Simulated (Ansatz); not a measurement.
## ZrC: the change of pressure and energy above lowest point with volume scale

Results calculated with Ansatz 0.2.0, not measured. Free energy against uniform scaling of the volume at fixed shape and fractions; periodic cell, basis, potentials, k mesh and filling as listed.

The cell before it is scaled or strained (space group P6_3/mmc, No. 194):
```
ZrC
1.0
      3.4027     0.0000     0.0000
     -1.7014     2.9469     0.0000
      0.0000     0.0000     5.3076
Zr C
2 2
Direct
  0.33333 0.66667 0.25000
  0.66667 0.33333 0.75000
  0.00000 0.00000 0.00000
  0.00000 0.00000 0.50000
```

Settings of every row: functional r2SCAN; dispersion none; potentials PAW; wave cutoff 530.62 eV; density cutoff 2122.5 eV; k mesh 8x8x5; k shift 0x0x0; occupations cold; smearing width 0.1 eV; spin none.

Limits: coarse k mesh, up to 40 meV an atom off; the cell comes from a prototype or a list of computed structures and needn't be the stable phase.

| row | volume scale | V (Å³/atom) | pressure (GPa) | energy above lowest point (meV/atom) |
| --- | --- | --- | --- | --- |
| 1 | 0.9406 | 12.515 | 10.12 | 15.1 |
| 2 | 0.9703 | 12.91 | 2.32 | 0 |
| 3 | 1 | 13.305 | -4.37 | 2.7 |
| 4 | 1.0297 | 13.701 | -10.11 | 20.8 |
| 5 | 1.0594 | 14.096 | ? | ? |

Question: what pressure and energy above lowest point should row 5 give?

Worked fit of pressure. Take u = (V_r/V)^(2/3) − 1 with V_r = 13.107 Å³ an atom, which is twice the finite (Eulerian) strain; such expansions in the strain, on which the Birch-Murnaghan equation of state is built, carry the rest volume and the bulk modulus. The shown rows have u = 0.03129, 0.01015, -0.00995, -0.02912. Least squares give pressure = −1.146 + 332.97 × u + 864.2 × u² GPa; a straight line predicts inner rows, each left out in turn, worse (root mean square 0.5 against 0.0068 GPa). All shown rows lie on it to the printed digit. The pressure vanishes at u = 0.0034, or V = 13.04 Å³ an atom, and there the bulk modulus at fixed shape and fractions is B = −V dP/dV = (2/3)(1 + u) dP/du = 227 GPa. Letting shape and atoms relax would as a rule lower it, by much in layered, chain or molecular crystals. The withheld row has u = -0.04734, so the fit gives −1.146 + 332.97 × (-0.04734) + 864.2 × (-0.04734)² = -14.97 GPa.

The calculation gave -15.04 GPa. The fit lies 0.07 GPa (0.28 % of the column's range) above it; its largest miss of a shown row is 0.00 GPa. This row lies beyond the range of the fit.

Worked fit of energy above lowest point. Take u = (V_r/V)^(2/3) − 1 with V_r = 13.107 Å³ an atom, which is twice the finite (Eulerian) strain; such expansions in the strain, on which the Birch-Murnaghan equation of state is built, carry the rest volume and the bulk modulus. The shown rows have u = 0.03129, 0.01015, -0.00995, -0.02912. Least squares give energy above lowest point = −0.72 − 139 × u + 20599 × u² meV/atom; a straight line predicts inner rows, each left out in turn, worse (root mean square 12 against 0.012 meV/atom). All shown rows lie on it to the printed digit. Its lowest point lies at u = 0.0034, or V = 13.04 Å³ an atom, and the curvature there gives the bulk modulus at fixed shape and fractions, B = (4/9)(1 + u)² E″(u)/V = 226 GPa. Letting shape and atoms relax would as a rule lower it, by much in layered, chain or molecular crystals. The withheld row has u = -0.04734, so the fit gives −0.72 − 139 × (-0.04734) + 20599 × (-0.04734)² = 52.0 meV/atom.

The calculation gave 51.9 meV/atom. The fit lies 0.1 meV/atom (0.19 % of the column's range) above it, one unit of the last digit. This row lies beyond the range of the fit.
